## Detailed balance between sticking and desorption: rotational cooling of H$_2$ leaving Pd(100)

### The state-resolved balance

Let a gas of H$_2$ be in equilibrium with a surface at temperature $T_s$. A molecule far from the surface has translational energy $E$, polar angle $\theta$ from the normal, rotational quantum number $j$ and projection $m$ on the normal. The flux through a plane is $v\cos\theta$ times the Maxwell density, and $v^3\,dv\propto E\,dE$. The fraction of the incident flux per unit energy and solid angle in state $(j,m)$ is therefore

$$w=\frac{E\,e^{-E/kT_s}}{(kT_s)^2}\,\frac{\cos\theta}{\pi}\,\frac{g^{\rm ns}_j\,e^{-\epsilon_j/kT_s}}{q_{\rm rot}},\tag{1}$$

with nuclear-spin weight $g^{\rm ns}_j=1$ for even $j$ and 3 for odd $j$, and $q_{\rm rot}=\sum_j g_je^{-\epsilon_j/kT_s}$, $g_j=g^{\rm ns}_j(2j+1)$. In equilibrium the outgoing flux has the same distribution.

Equal totals of adsorption and desorption do not yet fix the flux state by state. That step needs microscopic reversibility. Let $a$ be an outgoing state and $\bar a$ its time reverse, which arrives along the same line with the same $E$ and $j$ and with $m\to-m$. Let $R(b\to a)$ be the probability that incoming state $b$ scatters into $a$ without sticking, averaged over a thermal surface at $T_s$. Reversibility gives $w(b)R(b\to a)=w(a)R(\bar a\to\bar b)$. The sum over $b$ is the scattered flux into $a$, and it equals $w(a)[1-S(\bar a)]$, because a molecule arriving in $\bar a$ either scatters into some state or sticks. The outgoing flux is $w(a)$, so desorption supplies the rest, $w(a)S(\bar a)$. With $S$ averaged over $m$ and over azimuth,

$$P(E,\theta,j)\propto S(E,\theta,j;T_s)\,E\,e^{-E/kT_s}\cos\theta\;g_j\,e^{-\epsilon_j/kT_s}\tag{2}$$

per unit energy and solid angle. Here sticking means loss of memory of the incident state, and it includes atoms that go on into the bulk. $S$ belongs to the same coverage and the same $T_s$ as the desorption. Equation (2) carries over to desorption into vacuum if the adlayer stays in internal equilibrium while it empties.

The mean energies follow by a formal device. Give the incident gas a translational temperature $T_t$ and a rotational temperature $T_r$, and let $\bar S(T_t,T_r;T_s)$ be the average of $S$ over the flux (1) with these temperatures. $T_t$ enters only through $e^{-E/kT_t}/(kT_t)^2$, whose logarithmic derivative is $E/kT_t^2-2/T_t$. The average of $E$ with weight $wS$ is the mean over the desorbing flux, so

$$\langle E\rangle_{\rm des}=2kT_s+kT_s^2\,\frac{\partial\ln\bar S}{\partial T_t},\qquad \langle\epsilon\rangle_{\rm des}=\langle\epsilon\rangle_{\rm gas}+kT_s^2\,\frac{\partial\ln\bar S}{\partial T_r},\tag{3}$$

with both derivatives taken at $T_t=T_r=T_s$ and the other two temperatures held fixed. The second relation uses $kT_r^2\,d\ln q_{\rm rot}/dT_r=\langle\epsilon\rangle_{\rm gas}$. It can also be written as a covariance over the incident flux,

$$\langle\epsilon\rangle_{\rm des}-\langle\epsilon\rangle_{\rm gas}=\mathrm{Cov}(\epsilon,S)/\bar S.\tag{4}$$

A degree of freedom whose energy hinders sticking leaves the surface cold.

The dependence of $S$ on $T_s$ must stay out of the derivative. H$_2$ on Si(100) shows why. Its sticking is strongly activated in the surface temperature, with a typical apparent activation energy of 0.7 eV. In an illustrative form $S=S_0e^{-E_a/kT_s}$ with no dependence on $E$, the factor cancels from the normalised distribution (2), and at 800 K the molecules leave with $2kT_s=0.14$ eV. A derivative along $T_t=T_s$ would give 0.84 eV. In this picture the extra 0.7 eV is left in the lattice.

### Estimate by hand

Take $T_s=700$ K, far above the range where hydrogen leaves Pd(100), so that the coverage is low and $S$ is the initial sticking probability. Then $kT_s\approx60$ meV. The rotational constant is about 7.4 meV, $kT_s/B\approx8$, and a classical rotor with mean energy $kT_s$ will do.

H$_2$ dissociates on Pd(100) along some paths without a barrier, with its axis roughly parallel to the surface. A slow molecule is steered into such a path by the forces of the surface, the mechanism found in the six-dimensional quantum calculations of Gross, Wilke and Scheffler (1995). A spinning molecule turns out of the favourable orientation before its bond has opened. From flat to upright is an angle $\varphi=\pi/2$. Suppose the decision falls within a length $L\approx1$ Å, where attraction has added $U\approx120$ meV to the normal energy $E_z=E\cos^2\theta$. Both numbers are assumed. In the flux (1) the mean of $E_z$ is $kT_s$, so the local kinetic energy is 180 meV, the speed 4.2 km/s and the transit time $\tau=24$ fs. With $\omega=2B\sqrt{j(j+1)}/\hbar$ the molecule turns by 0.8 rad for $j=1$ and by 1.9 rad for $j=3$. The crossover lies among the populated levels, so the effect is large.

Take the survival of steering as $\exp[-(\omega\tau/\varphi)^2]$, a simple smooth function even in $\omega$. Since $\epsilon=I\omega^2/2$, this is $e^{-\epsilon/\epsilon_s}$ with $\epsilon_s=I\varphi^2/2\tau^2$. For molecular mass $M$ and bond length $r$, $I=Mr^2/4$ and $L^2/\tau^2=2(E_z+U)/M$, so

$$\epsilon_s=\gamma\,(E_z+U),\qquad\gamma=\left(\frac{r\varphi}{2L}\right)^2.\tag{5}$$

With $r\approx0.74$ Å, $\gamma=0.34\approx1/3$ and $\epsilon_s\approx60$ meV. A classical linear rotor has a constant density of states, so (2) gives a distribution $e^{-\epsilon/kT_s}e^{-\epsilon/\epsilon_s}$, which is Boltzmann at

$$T_{\rm rot}=\frac{T_s}{1+kT_s/\epsilon_s}\approx350\ {\rm K}.\tag{6}$$

The rotor lacks about 30 meV. For translation, steering fades when $E_z$ exceeds the scale of the steering forces. With $S\propto e^{-E_z/E_s}$ and an assumed $E_s\approx60$ meV, the mean normal energy is halved to 30 meV, the parallel energy stays at $kT_s$, and $\langle E\rangle\approx90$ meV in place of 120 meV.

### Careful calculation

Three things in the estimate need repair. First, some molecules arrive at a favourable site and angle and dissociate with no steering. In the sudden limit that probability does not depend on $j$ or, as modelled here, on $m$. Second, a molecule with its angular momentum along the normal (a helicopter) keeps its axis flat while it spins. Only the cartwheel part of the energy, $B[j(j+1)-m^2]$, tilts the axis. Third, the levels are discrete. The model is

$$S(E_z,j,m)=S_d+S_{\rm st}\,e^{-E_z/E_s}\exp\!\left[-\frac{B\,[j(j+1)-m^2]}{\epsilon_s}\right],\tag{7}$$

with rigid-rotor levels $\epsilon_j=Bj(j+1)$, $B\approx7.36$ meV, and scaling with normal energy assumed. The inputs $S_d=0.20$, $S_{\rm st}=0.70$ and $E_s=60$ meV were chosen to reproduce the typical shape of sticking on this surface, which is high at the lowest energies and falls to a shallow minimum. For $j=1$ they give 0.61 at $E_z=20$ meV and 0.31 at 100 meV.

The model has no explicit dependence on $T_s$. A head-on hard-sphere collision of H$_2$ with one Pd atom (mass ratio $\mu=2.016/106.42$) transfers the fraction $4\mu/(1+\mu)^2=7$ per cent of the energy. The compiled expansion coefficient of $11.8\times10^{-6}$ K$^{-1}$ at 293 K (Kaye and Laby Online), held constant, stretches the lattice by 0.48 per cent on heating to 700 K. Both suggest that sticking found on a cold crystal is a fair guide to the hot one, in contrast to silicon.

**Translational average.** Put $E_z=E\cos^2\theta$ and $E_\parallel=E\sin^2\theta$. Then $E\,dE\,\cos\theta\,d\Omega=\pi\,dE_z\,dE_\parallel$ after the azimuthal integral, so the flux is a product of two normalised exponentials. With $kT_s=60.32$ meV,

$$W=S_{\rm st}\langle e^{-E_z/E_s}\rangle=S_{\rm st}\frac{E_s}{E_s+kT_s}=0.349 .$$

In the steered channel $E_z$ is distributed with the scale $kT'=kT_sE_s/(kT_s+E_s)=30.1$ meV. These are the molecules on which rotation acts, so (5) is evaluated at their mean energy, $\epsilon_s=(30+120)/3=50$ meV, and held fixed.

**Level sums.** The sticking of level $j$, averaged over $m$ and translation, is

$$\bar S_j=S_d+Wh_j,\qquad h_j=\frac1{2j+1}\sum_{m=-j}^{j}e^{-B[j(j+1)-m^2]/\epsilon_s}.$$

Atoms on the metal recombine without memory of a former partner, so ortho and para levels enter with the equilibrium weights $g_j$. The sums run to $j=14$.

| $j$ | $\epsilon_j$ (meV) | $h_j$ | $\bar S_j$ | gas fraction | desorbing fraction |
|---|---|---|---|---|---|
| 0 | 0 | 1 | 0.549 | 0.059 | 0.079 |
| 1 | 14.7 | 0.824 | 0.488 | 0.413 | 0.493 |
| 2 | 44.2 | 0.572 | 0.400 | 0.141 | 0.138 |
| 3 | 88.3 | 0.353 | 0.323 | 0.284 | 0.225 |
| 4 | 147.2 | 0.208 | 0.273 | 0.046 | 0.031 |
| 5 | 220.8 | 0.126 | 0.244 | 0.050 | 0.030 |

The gas average of $h_j$ is $\bar h=0.596$ and the overall sticking is $\bar S=0.408$. The steered channel carries the share $f=W\bar h/\bar S=0.51$ of the flux. The mean rotational energy is 57.8 meV in the gas and 45.8 meV in the desorbing flux. The deficit of 12.0 meV equals $-kT_s^2\,\partial\ln\bar S/\partial T_r$, as (3) requires.

**Rotational temperature.** The desorbing distribution is not Boltzmann, so a temperature needs a definition. Let $T_{\rm rot}$ be the temperature at which equilibrium H$_2$ has the same mean rotational energy. For $kT\gg B$ that energy is $kT-B/3-B^2/45kT-\dots$, and the full level sum gives

$$T_{\rm rot}=560\ {\rm K}\quad(\text{model},\ T_s=700\ {\rm K}).$$

Dividing 45.8 meV by $k$ gives 532 K and overstates the cooling, because the term $B/3=2.45$ meV is present in the gas too. A Boltzmann plot of $\ln(P_j/g_j)$ against $\epsilon_j$ is curved. Between levels $j<j'$ its slope temperature obeys $1/kT_{jj'}=1/kT_s+\ln(\bar S_j/\bar S_{j'})/(\epsilon_{j'}-\epsilon_j)$, which gives 488 K for the pair (0, 2) and 621 K for (3, 5). It tends to $T_s$ at high $j$, where only $S_d$ is left.

**Alignment.** Time reversal changes the sign of $m$ and leaves $m^2$ alone, so the preference of (7) for helicopters passes unchanged to desorption. The quadrupole alignment $A_0^{(2)}=\langle3m^2-j(j+1)\rangle/j(j+1)$, averaged with the weights $S_d+We^{-B[j(j+1)-m^2]/\epsilon_s}$, is $+0.18$ for $j=3$.

**Translation.** With $\bar S=S_d+S_{\rm st}\bar h\,E_s/(E_s+kT_t)$, equation (3) gives

$$\langle E\rangle_{\rm des}=2kT_s-f\,\frac{(kT_s)^2}{E_s+kT_s}=120.6-15.4=105.2\ {\rm meV},$$

or $1.74\,kT_s$. The direct route agrees. The normal energy is $(1-f)kT_s+fkT'=44.9$ meV and the parallel energy is $kT_s$.

**Neglected terms.** The level $v=1$, about 0.52 eV up, has a Boltzmann factor of $1.8\times10^{-4}$. Centrifugal distortion, with a typical $D\approx0.0057$ meV, lowers $j=5$ by 5.1 meV, and since the same levels define $T_{\rm rot}$ its effect largely drops out. Two omissions matter for translation. Real sticking rises again at high energy. A fraction 0.036 of the incident flux has $E_z>200$ meV, and doubling $S_d$ there would add 3.8 meV to $\langle E\rangle_{\rm des}$. The growth of $\epsilon_s$ with $E_z$ in (5) favours faster molecules. To first order it adds $f(kT')^2\gamma\,d\ln\bar h/d\epsilon_s$, which is 1.2 meV with the classical quantities derived below. The translational result deserves no more than 105 to 110 meV.

### Why the two differ

The estimate gave a rotational deficit of 30 meV and the calculation 12.0 meV, a factor of 2.5. The factor can be taken apart in the classical limit, where the sums have closed forms. Let $x=kT_s/\epsilon_s$ and let $u=m/j$ be uniform on $[0,1]$. The steered weight is $e^{-(\epsilon/kT_s)[1+x(1-u^2)]}$. Its integrals over $\epsilon$, without and with a factor $\epsilon$ and in units of $kT_s$, are

$$I_1=\int_0^1\!\frac{du}{1+x(1-u^2)}=\frac{\operatorname{artanh}(1/c)}{xc},\qquad I_2=\int_0^1\!\frac{du}{[1+x(1-u^2)]^2}=\frac{1+I_1}{2(1+x)},$$

with $c^2=(1+x)/x$. $I_1$ is the classical $\bar h$, and $d\ln I_1/d\ln\epsilon_s=1-I_2/I_1$. The direct channel contributes $S_d$ to both moments, so

$$\frac{T_{\rm rot}}{T_s}=\frac{S_d+WI_2}{S_d+WI_1}.\tag{8}$$

For $\epsilon_s=50$ meV, $x=1.206$, $I_1=0.582$ and $I_2=0.358$.

| Step | $T_{\rm rot}$ (K) | deficit (meV) | factor |
|---|---|---|---|
| Estimate, eq. (6) | 350 | 30 | |
| $\epsilon_s=50$ meV, unrounded $kT_s$ | 317 | 33.0 | 1.10 |
| Cartwheel energy only, $I_2/I_1$ | 431 | 23.2 | 0.70 |
| Direct channel added, eq. (8) | 565 | 11.7 | 0.50 |
| Discrete levels | 560 | 12.0 | 1.03 |

*Slower steered molecules.* The estimate used the mean normal energy of the whole flux. The steered molecules are the slow half of it, stay longer and turn further. This works against the other corrections and is small, because $U$ supplies most of the speed.

*Helicopters.* The estimate charged the whole rotational energy against steering. For weak hindering, $I_1\approx1-2x/3$ and $I_2\approx1-4x/3$, so the deficit is $2x/3$ in place of $x$, in units of $kT_s$. The factor $2/3$ is the average of $1-u^2$. At $x=1.206$ it has moved only to 0.70. At large $\epsilon$ the states near $u=1$ survive, and the $m$-averaged factor falls as $\epsilon_s/2\epsilon$ and not exponentially.

*The direct channel.* This is the largest correction, and (4) shows that it is an exact dilution. A constant $S_d$ adds nothing to the covariance and adds to $\bar S$, so the deficit of the steered channel is multiplied by its share of the flux, $WI_1/(S_d+WI_1)=0.50$. The share is so low because steering is cut twice at 700 K, from 0.70 to 0.349 by translation and then by $I_1$ through rotation itself. The same dilution accounts for translation. The estimated deficit of 30 meV times $f=0.51$ is 15 meV.

*Quantisation.* Although $B$ is large for H$_2$, the discrete levels change the deficit by only 3 per cent. Their leading effect, the shift $-B/3$, is common to gas and desorbate. One source of the remainder is that a state with $|m|=j$ keeps the cartwheel energy $Bj$, so no quantum helicopter is perfect.

The two treatments also respond differently to the least certain input. Since $\epsilon_s\propto L^{-2}$, it is uncertain by a factor of two either way. For $\epsilon_s=25$ and 100 meV, (6) gives 205 K and 437 K, while (8) gives 548 K and 599 K. Stronger hindering cools the steered molecules further but shrinks their share, and the two changes nearly cancel. This also justifies holding $\epsilon_s$ fixed in the rotational sums. The result depends more on the unhindered floor. Halving $S_d$ to 0.10 lowers (8) from 565 K to 520 K.

The value 560 K belongs to the model. As typical knowledge, hydrogen desorbing from clean Pd(100) in this range has a rotational temperature some 20 to 40 per cent below $T_s$ and a translational energy near $2kT_s$. The model then sits at the warm edge for rotation, with a cooling of 140 K that may be too small by up to a factor of two, while the hand estimate overcools. The direction is what the omissions suggest. Equation (7) lets helicopters pass although the azimuthal corrugation of the square lattice hinders them too, and it exempts the direct channel from hindering although a transit of 24 fs is not sudden for $j\ge3$. Each would make $\bar S_j$ fall faster with $j$ and, by (4), lower $T_{\rm rot}$.